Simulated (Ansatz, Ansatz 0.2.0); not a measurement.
# Student notebook: the elastic constants of ferromagnetic MnSi from strained cells

*A beginner's notebook, kept as written. Several of its settings and conclusions are unsound; a review follows at the end.*

## Reference data

MnSi is a cubic crystal, so three numbers describe its elasticity: C11, C12 and C44. I compare with the values at 6.5 K, in the magnetically ordered state, given in "Strain in epitaxial MnSi films on Si(111) in the thick film limit studied by polarization-dependent extended x-ray absorption fine structure" (2016, arXiv:1611.07736). They are for bulk MnSi and are quoted there from earlier work; the method is not given with the values.

A second set comes from "Elasticity in the skyrmion phase unveils depinning at ultra-low current densities" (2017, arXiv:1711.08873). It was measured by resonant ultrasound on a slightly Mn-deficient single crystal at room temperature, where MnSi is paramagnetic. Its absolute error is large because of the sample dimensions. The two sets lie within 5 GPa of each other for all three constants.

| compared with | measured | source's wording or label | T (K) | method |
| --- | --- | --- | --- | --- |
| C11 (GPa) | 321 | 3.21 1e12 dyn/cm2 | 6.5 | method not stated * |
| C12 (GPa) | 85 | 0.85 1e12 dyn/cm2 | 6.5 | method not stated * |
| C44 (GPa) | 126 | 1.26 1e12 dyn/cm2 | 6.5 | method not stated * |
| C11 (GPa) | 316.54 | C11 | room temperature | resonant ultrasound spectroscopy |
| C12 (GPa) | 86.96 | C12 | room temperature | resonant ultrasound spectroscopy |
| C44 (GPa) | 121.53 | C44 | room temperature | resonant ultrasound spectroscopy |

Where a quantity has several values, deviations refer to the one marked *.

Conditions are those given with the value in the passage it was taken from; "not stated" means there, and the paper may say more elsewhere. The values are a selection: others may have been left out beforehand as unlike or outlying.

## Method

I want C11, C12 and C44 of MnSi from density functional theory. The model is the cell with 8 atoms, started ferromagnetic, relaxed first and then strained a little in each direction, with the atoms free to move again.

My target is 5 GPa on each constant, because the two measured sets agree that well with each other. I will start with LDA, which I know from the exercises, and look at how far off it is. If it is off, I will go to a better functional, since a better functional should give better numbers. The Debye temperature also depends on the elastic constants, but I leave it out and look only at the three constants.

System: MnSi, cubic B20; P2_13 (No. 198), 8 atoms in the primitive cell; the database structure is a diffraction structure: a = 4.556 Å; structure from the Crystallography Open Database.

## 1. LDA with a small k mesh

The cell has only 8 atoms, so I think a few k points are enough: a small cell, a small mesh. I take 4x4x4 with LDA and leave the cutoff at its default. The smearing is 0.25 eV, which I understand is there to help the calculation converge. I expect all three constants to come out near the measured ones, perhaps a little low.

**Run 1.** Ansatz 0.2.0: LDA, ferromagnetic start, cell and atoms relaxed in a first step at this level from the database structure (its input isn't shown), PAW set soft_2, cutoff 420 eV (default), 4x4x4 k mesh, Methfessel-Paxton smearing 0.25 eV; elastic constants by two-point finite strains with relaxed ions, amplitude 0.01.

Key lines of the input:
```
crystal:
  # lattice and atoms, with starting spins
kpoints:
  mp_grid: { grid: [4, 4, 4] }
hamiltonian:
  xc: lda
scf:
  occupations: { method: methfessel_paxton, width: 0.25 }
output:
  forces: true
  stress: true
magnetization:
  spin_polarized: true
elastic:
  mode: relaxed_ion
  stencil: two_point
  amplitude: 0.01
```

Command:
```
ansatz run input.yaml --threads 8 --pin off --max-ram 16384MiB --backend cpu --events-out ev --progress --plain --runs-dir out
```

Selected lines of the output:
```
Basis set: ecut = 420 eV, 1727 PW (Γ) [...]
k-points: 27 of 64 (time reversal used)
SCF iter   7: F=-17804.188125 eV  HF=-17804.188125 eV  |F-HF|=0.00e0  |Δ(HF+E_count)|=  7.28e-12  S|Δr|=    0.00e0  Δρ=6.80e-9 (↑6.80e-9 ↓5.33e-9)  dr2=1.28e-14  dr2_m=2.49e-14  M=2.633 μB [...]
SCF iter   1: F=—  HF=-17804.188125 eV  |F-HF|=—  |Δ(HF+E_count)|=         —  Δρ=6.77e-9 (↑6.77e-9 ↓5.34e-9)  dr2=1.27e-14  dr2_m=2.48e-14  M=2.633 μB ∫|m|=2.893 μB  β_m=0.30  [...]
SCF iter   2: F=-17804.188125 eV  HF=-17804.188125 eV  |F-HF|=0.00e0  |Δ(HF+E_count)|=    0.00e0  S|Δr|=    0.00e0  Δρ=5.76e-9 (↑5.76e-9 ↓5.49e-9)  dr2=6.46e-15  dr2_m=2.26e-14  M=2.633 μB [...]
relax step   3: F+E_penalty+E_count = -17804.18810273 eV  [...]  max|allowed force component| = 6.159e-3 eV/Å  [...]  (14 SCF iters, accepted)
relax step   4: F+E_penalty+E_count = -17804.18812469 eV  [...]  max|allowed force component| = 4.213e-4 eV/Å  [...]  (12 SCF iters, accepted)
relax step   5: F+E_penalty+E_count = -17804.18812471 eV  [...]  max|allowed force component| = 9.680e-6 eV/Å  [...]  (7 SCF iters, accepted)
elastic constants: the last solve of the walk that relaxed the ions of the member of strain η1, δ = -1.0e-2 was refused because its site moments do not match those of the unstrained [...]
```

Not converged; 53 s on 8 cores of Intel Xeon at 2.70GHz, shared host. Warnings: magnetic_order_settling_ended.

No elastic constants: the run stopped at the first strain. The relaxation itself went well, with the largest force down to 9.680e-6 eV/Å at the last step, so my structure and my k mesh must be fine. The program then refused the strained cell because its site moments did not match those of the unstrained one. I think it is being too fussy. A strain of 0.01 is tiny, and with so small a change it probably can't tell a real difference from noise.

## 2. A bigger strain

I stay with LDA and pull harder, with a strain of 0.08. The stress will then be much larger and the program should have something clear to work with. I also take 8x8x8 k points, just to be generous. Elastic constants are constants, so the size of the strain shouldn't change them, and I expect to get all three this time.

**Run 2.** Ansatz 0.2.0: LDA, ferromagnetic start, cell and atoms relaxed in a first step at this level from the database structure (its input isn't shown), PAW set soft_2, cutoff 420 eV (default), 8x8x8 k mesh, Methfessel-Paxton smearing 0.25 eV; strain amplitude 0.08; elastic constants by two-point finite strains with relaxed ions.

Key lines of the input, as changed from run 1:
```diff
  kpoints:
-   mp_grid: { grid: [4, 4, 4] }
+   mp_grid: { grid: [8, 8, 8] }
  elastic:
-   amplitude: 0.01
+   amplitude: 0.08
```

Selected lines of the output:
```
Basis set: ecut = 420 eV, 1581 PW (Γ) [...]
k-points: 125 of 512 (time reversal used)
SCF iter   8: F=-17803.384321 eV  HF=-17803.384321 eV  |F-HF|=7.28e-12  |Δ(HF+E_count)|=  3.64e-12  S|Δr|=    0.00e0  Δρ=7.32e-9 (↑2.62e-9 ↓7.32e-9)  dr2=2.71e-14  dr2_m=1.36e-14  M=0.000 [...]
SCF iter   1: F=—  HF=-17803.384321 eV  |F-HF|=—  |Δ(HF+E_count)|=         —  Δρ=7.31e-9 (↑2.62e-9 ↓7.31e-9)  dr2=2.71e-14  dr2_m=1.36e-14  M=0.000 μB ∫|m|=0.000 μB  β_m=0.30  [...]
SCF iter   2: F=-17803.384321 eV  HF=-17803.384321 eV  |F-HF|=3.64e-12  |Δ(HF+E_count)|=  7.28e-12  S|Δr|=    0.00e0  Δρ=5.09e-9 (↑3.74e-9 ↓5.09e-9)  dr2=4.28e-15  dr2_m=1.31e-14  M=0.000 [...]
relax step   4: F+E_penalty+E_count = -17803.38429831 eV  [...]  max|allowed force component| = 8.600e-3 eV/Å  [...]  (10 SCF iters, accepted)
relax step   5: F+E_penalty+E_count = -17803.38432085 eV  [...]  max|allowed force component| = 1.011e-3 eV/Å  [...]  (11 SCF iters, accepted)
relax step   6: F+E_penalty+E_count = -17803.38432112 eV  [...]  max|allowed force component| = 4.946e-5 eV/Å  [...]  (8 SCF iters, accepted)
elastic constants: the last solve of the walk that relaxed the ions of the member of strain η1, δ = -8.0e-2 was refused because its site moments do not match those of the unstrained [...]
```

Not converged; wall time 3.6 min. Warnings: magnetic_order_settling_ended; seeded_moment_not_kept.

The same refusal at the same first strain, so pulling harder did not help. The magnetisation M is now 0.000, where the first run had 2.633 μB. I have read that MnSi is a helical magnet, with moments that turn from layer to layer and cancel over a full turn. So I take the zero as a good sign: with more k points the program has found the helix by itself. That also explains the refusal, because a strain of 0.08 must twist the helix and the site moments then no longer match.

## 3. A very small strain

If strain twists the helix, I should strain as little as possible. I go down to 0.002, still with LDA, on a 6x6x6 mesh, which lies between the two I have used. I also change the smearing to Gaussian with 0.05 eV, since less smearing sounds sharper and the moments should be easier to compare. I expect the program to accept the strained cells now and to give me C11 first.

**Run 3.** Ansatz 0.2.0: LDA, ferromagnetic start, cell and atoms relaxed in a first step at this level from the database structure (its input isn't shown), PAW set soft_2, cutoff 420 eV (default), 6x6x6 k mesh, Gaussian smearing 0.05 eV; strain amplitude 0.002; elastic constants by two-point finite strains with relaxed ions.

Key lines of the input:
```
crystal:
  # lattice and atoms, with starting spins
kpoints:
  mp_grid: { grid: [6, 6, 6] }
hamiltonian:
  xc: lda
scf:
  occupations: { method: gaussian, width: 0.05 }
output:
  forces: true
  stress: true
magnetization:
  spin_polarized: true
elastic:
  mode: relaxed_ion
  stencil: two_point
  amplitude: 0.002
```

Selected lines of the output:
```
  C = ∂σ_k/∂η_j (tension-positive GPa; Voigt order 11 22 33 23 13 12):
       424.565    138.286    138.338      0.000      0.000     -0.000
         0.000     -0.000      0.000    166.133     -0.000      0.000
  mechanically stable: yes (min eigenvalue of sym C = 166.13 GPa)
```

Converged; wall time 3.6 min.

| quantity | run 3 | measured | deviation |
| --- | --- | --- | --- |
| C11 (GPa) | 424.56 | 321 | +103.56 (+32.3 %) |
| C12 (GPa) | 138.31 | 85 | +53.31 (+62.7 %) |
| C44 (GPa) | 166.13 | 126 | +40.13 (+31.9 %) |
| size of moment on Mn (μB) | 0.637 |  |  |
| net moment per formula unit (μB) | 0.651 |  |  |
| conventional cell volume (Å³) | 86.79 |  |  |
| pressure (GPa) | −0.00079 |  |  |

Now I have all three constants, so the small strain was the cure. They are far too high: C11 is 424.56 GPa against 321, C44 is about 32 % too high as well, and C12 is worst at 62.7 %. The program calls the crystal mechanically stable and the pressure is practically zero, so I see nothing wrong with the calculation itself.

The net moment is 0.651 μB per formula unit, neither zero nor large. I read this as a helix that is only half wound, because 6x6x6 lies between my other two meshes. Part of the difference in stiffness may come from the crystals, since a real one has defects and mine is perfect. The rest I put down to LDA, which is the simplest functional.

## 4. A better functional

I change to r2SCAN, which is more modern and takes more into account, so it should bring all three constants down towards the measured ones. The mesh is 10x10x10, so that the helix can wind up fully. I go back to a strain of 0.01 and a smearing of 0.25 eV, the values of my first run, because I think a better functional will keep the moments in order by itself.

**Run 4.** Ansatz 0.2.0: r2SCAN, ferromagnetic start, cell and atoms relaxed in a first step at this level from the database structure (its input isn't shown), PAW set soft_2, cutoff 500 eV (default), 10x10x10 k mesh, Methfessel-Paxton smearing 0.25 eV; elastic constants by two-point finite strains with relaxed ions, amplitude 0.01.

Key lines of the input, as changed from run 1:
```diff
  kpoints:
-   mp_grid: { grid: [4, 4, 4] }
+   mp_grid: { grid: [10, 10, 10] }
  hamiltonian:
-   xc: lda
+   xc: r2scan
```

Selected lines of the output:
```
  C = ∂σ_k/∂η_j (tension-positive GPa; Voigt order 11 22 33 23 13 12):
       354.837    103.638    103.654      0.000      0.000     -0.000
         0.000     -0.000      0.000     96.731      0.000      0.000
```

Converged; wall time 34 min. Warnings: magnetic_order_settling_ended.

| quantity | run 4 | measured | deviation |
| --- | --- | --- | --- |
| C11 (GPa) | 354.84 | 321 | +33.84 (+10.5 %) |
| C12 (GPa) | 103.65 | 85 | +18.65 (+21.9 %) |
| C44 (GPa) | 96.73 | 126 | −29.27 (−23.2 %) |
| size of moment on Mn (μB) | 2.200 |  |  |
| net moment per formula unit (μB) | 2.035 |  |  |
| conventional cell volume (Å³) | 94.65 |  |  |
| pressure (GPa) | 0.00751 |  |  |

r2SCAN accepts the strain of 0.01 that LDA refused in my first run, so the better functional has mended that. C11 is now 354.84 GPa and C12 103.65 GPa, both much closer to the measured values but still too high. C44 has dropped to 96.73 GPa, which is too low. None of the three is within my 5 GPa.

The net moment is 2.035 μB per formula unit, although I had expected the helix to wind up fully and the moment to vanish. I conclude that r2SCAN pulls the helix straight, and that a straight helix is easier to shear, which would explain the low C44.

## 5. A functional in between

For C44, LDA is too high and r2SCAN too low, so I want something between them. BLYP is a gradient functional, one step above LDA and one below r2SCAN, and I know the name from chemistry, where it is used a lot. C44 should then fall between 97 and 166 GPa, and the measured 126 GPa lies in that range. I go back to 8x8x8 k points, because the denser mesh did not wind the helix anyway, and keep the strain of 0.01.

**Run 5.** Ansatz 0.2.0: BLYP, ferromagnetic start, cell and atoms relaxed in a first step at this level from the database structure (its input isn't shown), PAW set soft_2, cutoff 420 eV (default), 8x8x8 k mesh, Methfessel-Paxton smearing 0.25 eV; elastic constants by two-point finite strains with relaxed ions, amplitude 0.01.

Key lines of the input, as changed from run 1:
```diff
  kpoints:
-   mp_grid: { grid: [4, 4, 4] }
+   mp_grid: { grid: [8, 8, 8] }
  hamiltonian:
-   xc: lda
+   xc: blyp
```

Selected lines of the output:
```
  C = ∂σ_k/∂η_j (tension-positive GPa; Voigt order 11 22 33 23 13 12):
       322.383     97.149     97.140      0.000      0.000     -0.000
         0.000     -0.000      0.000    123.792      0.000      0.000
```

Converged; 8 min on 8 cores of Arm Neoverse V2, shared host. Warnings: magnetic_order_settling_ended.

| quantity | run 5 | measured | deviation |
| --- | --- | --- | --- |
| C11 (GPa) | 322.38 | 321 | +1.38 (+0.4 %) |
| C12 (GPa) | 97.14 | 85 | +12.14 (+14.3 %) |
| C44 (GPa) | 123.79 | 126 | −2.21 (−1.8 %) |
| size of moment on Mn (μB) | 0.990 |  |  |
| net moment per formula unit (μB) | 0.973 |  |  |
| conventional cell volume (Å³) | 96.45 |  |  |
| pressure (GPa) | 0.01765 |  |  |

C44 is 123.79 GPa, between LDA and r2SCAN as I had hoped, and only 2.21 GPa below the measured value. C11 is 322.38 GPa against 321. Both are inside my 5 GPa. C12 is still 12.14 GPa too high, but it was too high with the other two functionals as well, so I suspect the measured 85 GPa more than BLYP.

The net moment is 0.973 μB per formula unit, between those of LDA and r2SCAN, just like C44. I take this to mean that BLYP winds the helix about the right amount, and that the right winding gives the right stiffness. I am keeping the BLYP numbers as my result for MnSi.

## Comparison with experiment

| run | settings | C11 (GPa) | C12 (GPa) | C44 (GPa) | mean abs. dev. of these columns (%) | cost | status |
| --- | --- | --- | --- | --- | --- | --- | --- |
| 1 | LDA, cutoff 420 eV (default), 4x4x4 k mesh, Methfessel-Paxton smearing 0.25 eV, amplitude 0.01 | – | – | – |  | 7.1 core-min | not converged |
| 2 | LDA, cutoff 420 eV (default), 8x8x8 k mesh, Methfessel-Paxton smearing 0.25 eV, strain amplitude 0.08 | – | – | – |  | 28 core-min | not converged |
| 3 | LDA, cutoff 420 eV (default), 6x6x6 k mesh, Gaussian smearing 0.05 eV, strain amplitude 0.002 | 424.56 | 138.31 | 166.13 | 42.3 | 29 core-min |  |
| 4 | r2SCAN, cutoff 500 eV (default), 10x10x10 k mesh, Methfessel-Paxton smearing 0.25 eV, amplitude 0.01 | 354.84 | 103.65 | 96.73 | 18.6 | 4.6 core-h |  |
| 5 | BLYP, cutoff 420 eV (default), 8x8x8 k mesh, Methfessel-Paxton smearing 0.25 eV, amplitude 0.01 | 322.38 | 97.14 | 123.79 | 5.5 | 64 core-min |  |
|  | measured | 321 | 85 | 126 |  |  |  |

## State of play

I finish with BLYP: C11 = 322.38 GPa, C12 = 97.14 GPa and C44 = 123.79 GPa. Two of the three are within my 5 GPa. C12 is not, but LDA and r2SCAN also put it above the measured 85 GPa, so I count that against the measurement and call BLYP the right functional for MnSi.

What I can't make sense of is r2SCAN. It is the more advanced functional and took 4.6 core-hours against 64 core-minutes for BLYP, yet its mean deviation is 18.6 % against 5.5 %. Perhaps it is meant for harder materials than this one. LDA gave me two refusals and then constants that were much too high, so I would not use it for MnSi again.

I still think the helix decides the stiffness, and that BLYP winds it by the right amount. If I had to do another magnetic silicide, I would start with BLYP and 8x8x8 k points straight away, and go to a smaller strain if the program complained about the moments.

## An expert's review

Further runs made for the review:

| reviewer's run | settings | C11 (GPa) | C12 (GPa) | C44 (GPa) | mean abs. dev. of these columns (%) | cost | status |
| --- | --- | --- | --- | --- | --- | --- | --- |
| R1 | LDA, cell and atoms relaxed in a first step at this level from the database structure (its input isn't shown), cutoff 420 eV (default), 8x8x8 k mesh, Methfessel-Paxton smearing 0.25 eV, amplitude 0.01 | 414.33 | 134.60 | 163.44 | 39.0 | 87 core-min | warnings: magnetic_order_settling_ended |
| R2 | LDA, cutoff 420 eV (default), 10x10x10 k mesh, Methfessel-Paxton smearing 0.1 eV, amplitude 0.01 | 423.62 | 134.67 | 163.92 | 40.2 | 2 core-h | warnings: magnetic_order_settling_ended |
| R3 | LDA, atoms relaxed in a first step at this level (its input isn't shown) in the database cell, cutoff 420 eV (default), 10x10x10 k mesh, Methfessel-Paxton smearing 0.25 eV, amplitude 0.01 | 312.97 | 79.07 | 131.60 | 4.6 | 1.9 core-h | warnings: another step: stress_scf_threshold_loose; magnetic_order_settling_ended |
| R4 | PBE, cutoff 420 eV (default), 10x10x10 k mesh, Methfessel-Paxton smearing 0.25 eV, amplitude 0.01 | 395.26 | 113.65 | 144.85 | 23.9 | 1.7 core-h | warnings: magnetic_order_settling_ended |
|  | measured | 321 | 85 | 126 |  |  |  |

Relaxing the cell and atoms and starting ferromagnetic were sensible choices. The 5 GPa target was not: agreement between two measurements says nothing about a functional's error, often roughly 10 % for elastic constants. Nor does a more advanced functional guarantee better numbers.

Run 1 failed because of its mesh; a small cell needs more k points, not fewer. R1, the same LDA calculation on 8x8x8, completes for 87 core-minutes instead of 7.1. Small forces don't test a mesh, and the refusal was a fair warning.

Run 2 had that mesh, but a strain of 0.08 is far beyond the linear range in which elastic constants are constant. The compressed cell lost its magnetism: ∫|m| is zero as well as M, so no moments remain to cancel. The ignored warning seeded_moment_not_kept pointed to this. No run here can hold a helix, because the spins are collinear and the real period spans dozens of cells. Every explanation by winding therefore falls.

In run 3 the "half wound" moment is a confusion of units: run 1's 2.633 μB belongs to four formula units, about 0.66 each, much as in run 3. The small strain was no cure either, since R1 works at 0.01. It was a risk: a tiny strain on a coarse mesh with narrow smearing leaves the stress differences exposed to mesh noise, so run 3 cannot be trusted by itself. It also changed mesh, smearing and strain at once, so it could not show which one mattered. R2, with a denser mesh, 0.1 eV smearing and the larger strain, agrees with run 3 within 4 GPa, so LDA's large miss is real. Smearing does more than help convergence: C11 is 423.62 GPa in R2 and 414.33 GPa in R1, which has wider smearing and a slightly coarser mesh.

Stability and zero pressure don't prove accuracy: LDA's relaxed cell is about 8 % too small. In the database cell (R3), LDA gives 312.97, 79.07 and 131.60 GPa for C11, C12 and C44. The contraction, not crystal defects, thus accounts for most of LDA's excess. R3 borrows the measured cell, however, so its agreement is no independent prediction. That cell is under tension for LDA, and the moment can change with volume; R3's pressure and moment are not shown in this report. All three of its constants also miss the reference by more than 5 GPa, C11 by about 8 GPa.

In run 4, r2SCAN didn't mend the refusal; R1 shows that LDA needed only a denser mesh. Its cell, 94.65 Å³, is close to the database cell, so cell size is not its fault. Its moment of 2.035 μB, however, far exceeds the measured ordered moment of roughly 0.4 μB. Such exaggeration is a known weakness of r2SCAN in itinerant magnets and a likelier source of trouble than the material's hardness. Higher cost doesn't promise accuracy.

BLYP, in run 5, was made with molecules in mind and suits metals poorly. Its C11 and C12 lie below both the LDA and r2SCAN values, not between them, and its close C11 and C44 are most likely a cancellation of errors: its cell, 96.45 Å³, is about 2 % larger than the database cell, which softens the constants, and its moment of 0.973 μB is more than twice the measured one. Functionals can share an error in C12, so their agreement doesn't convict the measurement, which the second set supports. For another silicide, start with PBE, then check mesh and moments before reducing the strain.

I rely on R4 because PBE is an established choice for metals and its mesh is dense. It gives 395.26, 113.65 and 144.85 GPa, too high by 23, 34 and 15 %. That is a poor match. R4's cell volume and moment are not shown in this report, so the miss cannot be divided here between cell size and the treatment of the magnetism. Checks of R4's smearing, mesh and cutoff are not shown either, and it carries the warning magnetic_order_settling_ended. The gap of about 9 GPa in C11 between R1 and R2 suggests that such settings matter on the scale of the 5 GPa target, though not on the scale of the miss.

[Logs are printed without paths, hosts, clocks, repeated set-up lines and the standing remarks that a program may print on its own settings, such as how far it seeks lower states.]

[The runs shown are a pick from a larger set of finished runs; failed, doubtful and other runs were left out of it ahead of writing. So were measured values far from every level or from commonly accepted values, and agreement can look better than it is. Lines of input and output are excerpts and may be shortened.]
